## Estimating the stress in strained NiAl by hand

Strained NiAl cells (2 atoms, P4/mmm) calculated with Ansatz 0.2.0 using PBE, PAW and plane waves up to 420 eV, without spin polarization, on a 20×20×20 k mesh with Gaussian smearing of 0.15 eV. Energies are at zero smearing, relative to the elements' standard crystals in PBE; pressure and stress are positive in compression.

| volume (Å³/atom) | c/a | shortest distance (Å) | energy over elements (eV/atom) | pressure (GPa) | stress xx (GPa) | stress zz (GPa) |
| --- | --- | --- | --- | --- | --- | --- |
| 11.805 | 0.9750 | 2.485 | -0.647 | 4.310 | 3.620 | 5.670 |
| 12.473 | 0.9894 | 2.530 | -0.647 | -4.420 | -4.650 | -3.940 |
| 12.534 | 0.9869 | 2.535 | -0.645 | -5.090 | -5.380 | -4.520 |
| 12.596 | 0.9845 | 2.539 | -0.643 | -5.750 | -6.090 | -5.080 |
| 12.720 | 0.9756 | 2.547 | -0.637 | -7.020 | -7.550 | -5.970 |
| 13.682 | 0.9762 | 2.610 | -0.570 | -14.850 | -15.250 | -14.050 |

Each row of this table is the same crystal, NiAl, held at a different size and shape. Every atom sits at the centre of a box of eight unlike neighbours. The nearest like atoms lie farther away, one box height above and below. Volume is given per atom, and c/a is the height of the box divided by its width. Pressure and stress are positive when the crystal pushes outwards, so a negative value means that it must be held in tension.

The first row is compressed and the other five are stretched. The unstrained crystal is not a row, but its volume can be recovered, because the first cell was made by shortening the unstrained cube along z alone. Dividing its volume by its c/a gives 11.805/0.975 = 12.11 Å³ per atom. This volume, called V₀ here, is the reference point for the whole estimate. The rule takes the pressure to be zero there, which fits the change of sign between the first two rows.

### Why the crystal softens as it expands

The simplest estimate would treat the crystal as a spring of fixed stiffness. The proper measure of stiffness is the drop in pressure divided by the relative increase in volume. Taken between neighbouring rows, it is 159 GPa across the unstrained volume and only 107 GPa between the last two rows, and it falls at every step between. The crystal therefore resists each further expansion less than the one before.

The cause is standard physics of cohesion. Two tendencies balance in the unstrained crystal: the attraction between the electrons and the atomic cores draws the atoms together, while the kinetic energy of the squeezed electrons pushes them apart. The repulsion changes more steeply with distance. It supplies the stiffness, and the attraction takes part of that stiffness away. Expansion weakens the repulsion faster than the attraction, and what remains is a softer crystal. The table shows the softening but doesn't separate the two tendencies.

A two-atom molecule behaves in the same way. Its bond is stiff when compressed and yields more easily the further it is stretched. The comparison holds for the loss of stiffness with distance, but a molecule has only one length to change. A crystal can also change its shape, which needs a separate term below.

### The rule for pressure

Let the stiffness fall as the fourth power of V₀/V, where V is the volume of the strained cell and B is the stiffness at V₀. Adding up the small pressure changes from V₀ to V then gives

P = (B/4) · [(V₀/V)⁴ − 1].

The fourth power is a choice. For many metals the suitable exponent is roughly 4 to 6, and 4 has the merit that it needs only two squarings. With V₀ fixed by the unstrained cell, a least-squares fit to the pressures of all six rows gives B = 155 GPa.

Shape doesn't appear in this formula, and symmetry explains why. Suppose that a slight flattening along z, at fixed volume, changed the pressure in proportion to its size. Equal flattenings along x and y would do the same, yet the three together leave a cube of unchanged shape. The proportional effect must therefore be zero, and only a much smaller one, of second order in the flattening, can remain.

### Two rows worked through

Take the most expanded cell, at 13.682 Å³ per atom:

1. V₀/V = 12.11/13.682 = 0.885.
2. Squaring once gives 0.783, and squaring again gives 0.614.
3. Subtracting 1 leaves −0.386.
4. Multiplying by 155/4 gives a pressure of −15.0 GPa.

The calculation gave −14.85 GPa, so the estimate is 1% too strong. A spring of fixed stiffness does far worse here. A straight line in volume, fitted to the five rows below 13 Å³ per atom, predicts −18.8 GPa, which overstates the tension by about a quarter. At this expansion the softening is too large a correction to leave out.

Now take the compressed cell, at 11.805 Å³ per atom. The ratio V₀/V is 1.0258, its fourth power is 1.107, and the rule gives 4.2 GPa. The calculation gave 4.31 GPa, so the estimate is about 3% low. Close to V₀ the digits need care, because the rule subtracts 1 from a number that is itself close to 1.

### From pressure to the separate stresses

Pressure is the average of the stresses along the three axes. When the box is flattened these differ, and in every row the stress along z lies above that along x. The sign is easy to picture. With c/a below 1 the crystal is too short along z for its volume, so it pushes harder in that direction, or pulls less hard when the whole cell is in tension.

One reason to expect only a modest difference is that a change of shape at fixed volume hardly alters the distance between Al and Ni. Flattening brings the neighbours closer along z and moves them apart along x and y, and for small changes the two effects cancel. The 12.720 row shows this. A perfect cube of the same volume has an edge of ∛(2 × 12.720) = 2.941 Å and an Al–Ni distance of 0.866 × 2.941 = 2.547 Å, which is also the shortest distance of the flattened cell.

In a simple picture of bonds, what resists the flattening is then the change in the angles between neighbours and in the distances between like atoms. For a hand estimate, let this resistance soften with the same fourth power as before:

stress zz − stress xx = 77 GPa · (V₀/V)⁴ · (1 − c/a).

The factor was found by dividing the stress difference of each row by the other two terms. The results run from 74 GPa in the compressed cell to 82 GPa in the most expanded one, and 77 is a round value between them. Resistance to a change of shape thus fades somewhat more slowly than the fourth power suggests.

For the most expanded cell, 1 − c/a is 0.0238, and the difference comes out as 77 × 0.614 × 0.0238 = 1.1 GPa. The average must stay at the pressure, so one third of the difference is subtracted along x and two thirds are added along z. This gives −15.3 GPa along x and −14.2 GPa along z. The calculation gave −15.25 and −14.05 GPa.

For the compressed cell the difference is 77 × 1.107 × 0.025 = 2.1 GPa. The same division gives 3.5 GPa along x and 5.6 GPa along z, against calculated values of 3.62 and 5.67 GPa. Here the stress along z is about one and a half times that along x. This cell combines the largest stress difference in the table with the pressure closest to zero, so the pressure alone would be a poor guide to the load on any one face.

### What the energies add

The first two rows have the same energy over elements, −0.647 eV per atom, yet one pushes outwards and the other must be held in tension. They lie on opposite sides of the energy minimum. Pressure is the slope of energy against volume with its sign reversed, so equal heights on the two walls of a valley go with slopes of opposite sign. An energy alone does not tell whether a cell is too small or too large.

The slope can also be followed back to the energy. Adding up the work done against the rule's pressure and against its stress difference gives 82 meV per atom for the most expanded cell. The calculated energy above the unstrained crystal is also 82 meV per atom, and over the six rows the estimate is off by less than 1 meV. Energy and stress belong to the same calculation, so this agreement supports the formula and not the accuracy of the calculation itself.

### How far the rule can be trusted

Over the table the pressure rule is off by at most 0.15 GPa, which is less than 4% of the calculated pressure in every row. The stress difference is off by at most about 6%. Both worked rows were part of the fit, as were the other four. When each row in turn is left out and predicted from the rest, the typical miss in pressure is 0.2 GPa, a fairer figure for a new cell within the same range.

The misses have a pattern. The rule gives too little pressure in the compressed cell, too little tension in the four moderately stretched ones, and too much tension in the last. The calculated curve bends a little more than a fourth power. An exponent of 4.7 removes most of the misfit, but it raises the stiffness at V₀ to about 160 GPa, so B = 155 GPa belongs to this rule and is not a precise property of the crystal.

Within the range, the rule can be used for shapes that the table lacks. Suppose that all three edges are stretched by 2.5%. The volume grows by a factor of 1.025³ = 1.077, and the rule gives a pressure of about −10 GPa. The box is still a cube, so the three stresses are equal by symmetry.

On the compressed side the support is thin: a single cell, 2.5% below V₀. On the stretched side the rule's tension keeps growing towards a ceiling of 155/4, or about 39 GPa. In a real crystal the tension passes through a maximum and then fades as the atoms separate, just as in the two-atom molecule, so the rule is expected to fail well before it nears that ceiling. The rule therefore cannot tell when the crystal breaks.

The shape term has been tried only for boxes flattened by up to 2.5%, and not for tall ones. All the cells were also calculated without magnetism. A magnetic state of lower energy was not looked for, and such states are generally favoured when atoms move apart, so the doubt is greatest for the most expanded cell.

For practical use, these are stresses of a perfect crystal without thermal motion. An ordinary piece of NiAl, with its grain boundaries and flaws, would crack or yield long before it reached a tension of 15 GPa. The rule suits small strains of a single crystal along its cube edges, with two of the three edges kept equal. It has no term for a shear that tilts the edges. A thin layer stretched along two cube edges to match the crystal beneath it needs one more step. Its top face is free, so its height shrinks until the stress along z is zero, a condition that no row of the table meets. That new height must be used in V and c/a before the rule can estimate the stress along the layer.
